# Weak pinning of the charge-density wave in Ta-doped NbSe$_3$

## The model

Below the upper Peierls transition of NbSe$_3$, near 145 K, one type of chain carries an incommensurate density wave $\rho_1\cos[\mathbf Q\cdot\mathbf r+\phi(\mathbf r)]$. A uniform shift of $\phi$ costs nothing in a perfect crystal. Impurities remove that freedom. With $x$ along the chains, the phase model of Fukuyama and Lee (1978) and Lee and Rice (1979) is

$$H=\int d^3r\left[\tfrac12K_x\left(\phi_x^2+\eta_y^2\phi_y^2+\eta_z^2\phi_z^2\right)-F\phi\right]+v\sum_i\cos[\theta_i+\phi(\mathbf R_i)].$$

Subscripts on $\phi$ are derivatives. The energy per impurity is $v=V_0\rho_1$, where $V_0$ is the $\mathbf Q$ component of the impurity potential. The phases $\theta_i=\mathbf Q\cdot\mathbf R_i$ are independent and uniform, because the sites are random and $\mathbf Q$ is incommensurate. Ta has the valence of Nb, so it is a natural candidate for a weak scatterer.

Two coefficients follow from counting. A phase gradient adds $\phi_x/\pi$ electrons per length of chain. The density of states per length, with spin, is $2/\pi\hbar v_F$, so the cost is $\hbar v_F\phi_x^2/4\pi$. With area $A$ per CDW chain, $K_x=\hbar v_F/2\pi A$ at low temperature. The condensate holds two electrons per wavelength per chain, a density $Q/\pi A$, and a phase change $\phi$ moves it by $\phi/Q$. Hence $F=eE/\pi A$, with the sign of $E$ chosen so that $F>0$.

Rescale $y=\eta_y y'$, $z=\eta_z z'$ and let $\eta=\eta_y\eta_z$. The medium becomes isotropic, with $K=\eta K_x$, impurity density $n=\eta n_i$ and drive $\eta F$. Lengths below are along the chains unless stated.

Inputs, all approximate or illustrative: $\hbar v_F=3$ eV Å, $A=74$ Å$^2$, chain period $b=3.48$ Å, $\eta_y=0.1$, $\eta_z=0.05$, so $\eta=0.005$, and phason mass ratio $m^*/m=100$. Ta replaces a fraction $x_{\rm Ta}=10^{-3}$ of Nb on every chain type, and I let only Ta on the CDW chains couple, so $n_i=x_{\rm Ta}/Ab$. I take $v=10$ meV. That value is chosen, and I return to the choice at the end.

## The estimate by hand

Let the phase adjust by about a radian over a region of size $L$ in $d$ dimensions. The gradient is $1/L$, so the elastic cost is $KL^{d-2}$. The region holds $nL^d$ impurities with random phases. Their sum $\sum_i e^{i\theta_i}$ is a random walk of length $\sqrt{nL^d}$, and the best choice of $\phi$ gains $v\sqrt{nL^d}$. Equating the two gives

$$L_0\sim\left(\frac{K}{v\sqrt n}\right)^{2/(4-d)}.$$

The ratio of gain to cost grows as $L^{(4-d)/2}$. For $d<4$ the gain wins beyond $L_0$ however small $v$ is, and long-range phase order is lost. This is the argument of Imry and Ma (1975).

To free a domain, the drive energy per radian, $\eta FL_0^d$, must match the pinning energy $KL_0^{d-2}$. So $F_T\sim K_x/L_0^2\propto n_i^{2/(4-d)}$. In $d=3$,

$$L_0=\frac{\eta K_x^2}{n_iv^2},\qquad E_T\sim\frac{\pi AK_x}{eL_0^2}=\frac{\hbar v_F}{2eL_0^2}\propto n_i^2 .$$

The restoring force per radian is $K_x/L_0^2$ and the phase inertia is $K_x/c_\phi^2$, so the pinning frequency is $\omega_0\sim c_\phi/L_0$, with $c_\phi=v_F\sqrt{m/m^*}$.

Now round. $K_x\approx3/(6\times75)\approx7\times10^{-3}$ eV/Å and $n_i\approx10^{-3}/(75\times3.5)\approx4\times10^{-6}$ Å$^{-3}$. Then $L_0\approx6\times10^2$ Å and $E_T\approx4\times10^2$ V/cm. With $c_\phi\approx5\times10^4$ m/s, $\omega_0/2\pi\approx1\times10^2$ GHz.

**Question.** *How many impurities are in your random walk?*

The domain is $600\times60\times30$ Å$^3$, which holds about 4. That should worry us. A second warning comes from a strict ceiling. No impurity exerts more than $v$ per radian, so $F_T\le n_iv$, or $E_T\le\pi x_{\rm Ta}v/eb=9\times10^2$ V/cm. The estimate sits at roughly half of a ceiling that requires every impurity to pull in step. Taken literally, it barely describes collective pinning.

## The careful calculation

### Statics

Unrounded, $K_x=6.45\times10^{-3}$ eV/Å, $n_i=3.88\times10^{-6}$ Å$^{-3}$ and $L_0=5.4\times10^2$ Å. I work in rescaled coordinates. Stationarity of $H$ at $F=0$ gives

$$-K\nabla^2\phi=v\sum_i\delta(\mathbf r-\mathbf R_i)\sin[\theta_i+\phi(\mathbf R_i)].$$

To first order in $v$, set $\phi=0$ on the right, as Larkin did for vortex lattices in 1970. The source $f$ has zero mean and $\overline{f(\mathbf r)f(\mathbf r')}=D\,\delta(\mathbf r-\mathbf r')$ with $D=nv^2/2$, since $\overline{\sin^2\theta}=\tfrac12$. With $\phi_{\mathbf k}=f_{\mathbf k}/Kk^2$,

$$B(r)=\overline{[\phi(\mathbf r)-\phi(0)]^2}=\frac{2D}{K^2}\int\frac{d^dk}{(2\pi)^d}\frac{1-\cos\mathbf k\cdot\mathbf r}{k^4}.$$

For $2<d<4$ the integral converges at both ends and scales as $r^{4-d}$. For $d\le2$ it needs an infrared cutoff. In $d=3$ the angular average and $s=kr$ give

$$B(r)=\frac{D\,r}{\pi^2K^2}\int_0^\infty\frac{s-\sin s}{s^3}\,ds=\frac{D\,r}{4\pi K^2},$$

because the integral equals $\pi/4$. Dropping $\phi$ inside the sine fails when $B$ is of order one. I define $L_c$ by $B(L_c)=1$:

$$L_c=\frac{8\pi K^2}{nv^2}=8\pi L_0=1.35\ \mu\text{m}.$$

The third digit is there only to carry the arithmetic. The transverse sizes are $0.13$ and $0.07$ μm. A box with these three edges holds $N=nL_c^3=5\times10^4$ impurities, so the central-limit picture is now safe.

**Question.** *Does the linear growth of $B$ go on for ever?*

No. Beyond $L_c$ the force depends on $\phi$ periodically and first order is useless. For a dislocation-free elastic medium in $d=3$, the Bragg-glass theory of Giamarchi and Le Doussal finds that $B$ grows only logarithmically at long distance. Correlations then fall as a power of $r$. True long-range order is still absent, but $L_c$ marks the end of perturbation theory and does not bound a grain with a sharp wall.

### Dynamics

The threshold cannot be reached perturbatively. Its scale can, from the sliding side, as in the high-velocity expansion of Sneddon, Cross and Fisher (1982). Take relaxational motion with friction $\gamma$ per rescaled volume and write $\phi=\omega t+u$. Impurity $i$ drives the medium with $v\sin a$, where $a=\theta_i+\omega t$. The phase it induces at its own site is $u=v\,\mathrm{Im}[Ge^{ia}]$ with

$$G(\omega)=\int\frac{d^3k}{(2\pi)^3}\frac1{Kk^2+i\gamma\omega}=G'+iG''.$$

The force changes by $v\cos a\;u=v^2\cos a\,(G'\sin a+G''\cos a)$, whose time average is $v^2G''/2$. Phases induced by other impurities average out at this order. With $\kappa^2=\gamma\omega/K$,

$$G''=-\frac{\kappa^2}{2\pi^2K}\int_0^\infty\frac{k^2dk}{k^4+\kappa^4}=-\frac{\kappa}{4\sqrt2\,\pi K},$$

since the integral is $\pi/(2\sqrt2\,\kappa)$. The force balance per rescaled volume is

$$\eta F=\gamma\omega+\frac{nv^2}{8\sqrt2\,\pi K^{3/2}}\sqrt{\gamma\omega}=\gamma\omega+\sqrt{\frac{K}{2L_c^2}}\sqrt{\gamma\omega}.$$

Define $F^*$ as the drive at which the impurity drag equals the viscous drag. There $\gamma\omega=K/2L_c^2$, so $\eta F^*=K/L_c^2$, and $\gamma$ has dropped out:

$$E^*=\frac{\hbar v_F}{2eL_c^2}=0.8\ \text{V/cm}.$$

This is the hand formula with $L_c$ in place of $L_0$. It gives $E^*\propto n_i^2$. Its ratio to the ceiling is $F^*/n_iv=(8\pi N)^{-1/2}=9\times10^{-4}$, small as collective pinning demands. With $c_\phi=4.6\times10^4$ m/s, the frequency scale $c_\phi/2\pi L_c$ is 5 GHz. I have derived no prefactor for it, and since the mode in NbSe$_3$ is overdamped it need not appear as a sharp resonance.

**Question.** *Is $E^*$ the threshold?*

It is not. At $E^*$ the correction equals the leading term, so the expansion has just failed. In the weak-pinning limit $K/L_c^2$ is the only force scale, so $E_T=CE^*$ with a pure number $C$ that these expansions cannot supply. It takes a simulation. I assume only that $C$ is of order one.

**Question.** *You dropped $G'$, which diverges at large $k$. How large is it?*

It measures how far one impurity bends the phase at its own site, and here it is not small. The chain lattice cuts it off. Integrate $k_x$ freely and replace the transverse zone by a disc of equal area, of rescaled radius $\Lambda=\sqrt{4\pi\eta/A}=0.029$ Å$^{-1}$. Then $G_0=G'(0)=\Lambda/4\pi K$ and

$$\epsilon=vG_0,\qquad \epsilon^2=\frac{v^2}{4\pi\eta AK_x^2}=\frac{2b}{x_{\rm Ta}L_c}.$$

One chain holds $x_{\rm Ta}L_c/b=3.9$ Ta atoms within $L_c$, so $\epsilon=0.72$. The total phase $\psi$ at the impurity obeys Kepler's equation $\psi=\theta+\epsilon\sin\psi$, which has a single solution for $\epsilon<1$. The dressed force is $v\sin\psi=v\sum_ma_m\sin m\theta$ with $a_m=2J_m(m\epsilon)/m\epsilon$.

The static result survives. Since $d\theta=(1-\epsilon\cos\psi)\,d\psi$, the average of $\sin^2\psi$ over $\theta$ is still $\tfrac12$, so $D$ and $B(r)$ are unchanged. The drag does change. The frequency-dependent part of the self-response shifts $\theta$, so harmonic $m$ contributes $ma_m^2G''(m\omega)/2$, and $G''\propto\sqrt\omega$. The drag is multiplied by $S=\sum_mm^{3/2}a_m^2$, which is $1.36$ at this $\epsilon$. The crossover field scales as $S^2$ and moves to $1.5$ V/cm. The shift depends on the crude cutoff, so read it as a factor of about two. It does not depend on $n_i$, so the $n_i^2$ law stands.

**Question.** *Where does strong pinning begin?*

In this elastic model, at $\epsilon=1$. Beyond it each impurity is bistable, and the phase jumps once per period and loses a fixed energy however slowly it moves. Dilute impurities then add independently and $E_T\propto n_i$. For very large $v$ the amplitude collapses locally and phase slip limits the force per impurity, but the law stays linear. The model crystal lies on the weak side, without much margin.

**Question.** *So a linear law proves strong pinning?*

No. A crystal thinner than the transverse domain size is two-dimensional. For rescaled thickness $t$, the sheet stiffness is $Kt$ and the sheet density $nt$. The balance gives $L^2\sim K^2t/nv^2$, up to a logarithm, and $E_T\propto n_i/t$. The dependence on thickness tells the two cases apart.

## Why the two differ

| | by hand | careful, bare impurities |
|---|---|---|
| length along chains | $6\times10^2$ Å | $1.35$ μm |
| impurities per domain | 4 | $5\times10^4$ |
| field scale | $4\times10^2$ V/cm | $0.8$ V/cm |
| frequency scale | $1\times10^2$ GHz | 5 GHz |

The lengths differ by a factor of 22 and the fields by $5\times10^2$. Rounding is the small part: the unrounded $L_0$ is $0.89$ of 600 Å. The rest is $8\pi=25.1$ in length and $(8\pi)^2=632$ in field, which the rounding factor $0.80$ brings down to the ratio in the table.

The $8\pi$ has two sources. A factor 2 is $\overline{\sin^2\theta}=\tfrac12$: the hand estimate gave every impurity its peak force. A factor $4\pi$ is geometry. In real space the response to a point force is $1/4\pi Ks$, so

$$B(r)=\frac{D}{(4\pi K)^2}\int d^3s\left[\frac1{|\mathbf s-\mathbf r|}-\frac1s\right]^2=\frac{D}{(4\pi K)^2}\,4\pi r .$$

A point force spreads its strain over the full solid angle, which costs $(4\pi)^2$ in the variance. The contributing volume returns one $4\pi$. The hand estimate set both factors to one.

The size of the gap comes from the exponent. Gain and cost scale as $L^{3/2}$ and $L$, so they cross at a shallow angle. The careful condition reads $\sqrt{8\pi}\,KL=v\sqrt{nL^3}$. The hand balance therefore lacked only $\sqrt{8\pi}=5.0$, an ordinary factor for dimensional reasoning. In $d=3$ it is squared in $L$, raised to the fourth power in $E_T$ and to the sixth in $N$. In $d=1$ a missing factor enters $L$ with power $2/3$ only.

The same amplification limits the careful result. Had I extrapolated $B$ to $\pi^2$ instead of 1, the length would be $9.9$ times larger and $\hbar v_F/2eL^2$ would be 97 times smaller. What is free of convention is the slope of $B(r)$, the coefficient of $\sqrt{\gamma\omega}$ and the exponents, on which both treatments agree.

**Question.** *Do these numbers describe the real crystal?*

They are the model's. For Ta near $0.1$ per cent, phase correlation lengths of order a micron along the chains and upper-CDW thresholds of order a volt per centimetre are typical, and I chose $v=10$ meV to land there. That is no test, and $E^*\propto v^4$ shows how much freedom the choice has. Someone fitting the hand formula to the same length would infer a $v$ smaller by the factor $5.0$. The model also uses low-temperature values of $K_x$ and $F$. It therefore lacks the typical temperature dependence of the threshold, which rises near the transition and again at low temperature. What carries over to a thick crystal without fitting $v$ is $L_c\propto1/n_i$, $E_T\propto n_i^2$, and a product $E_TL_c^2$ that is independent of doping and set by $\hbar v_F/2e$.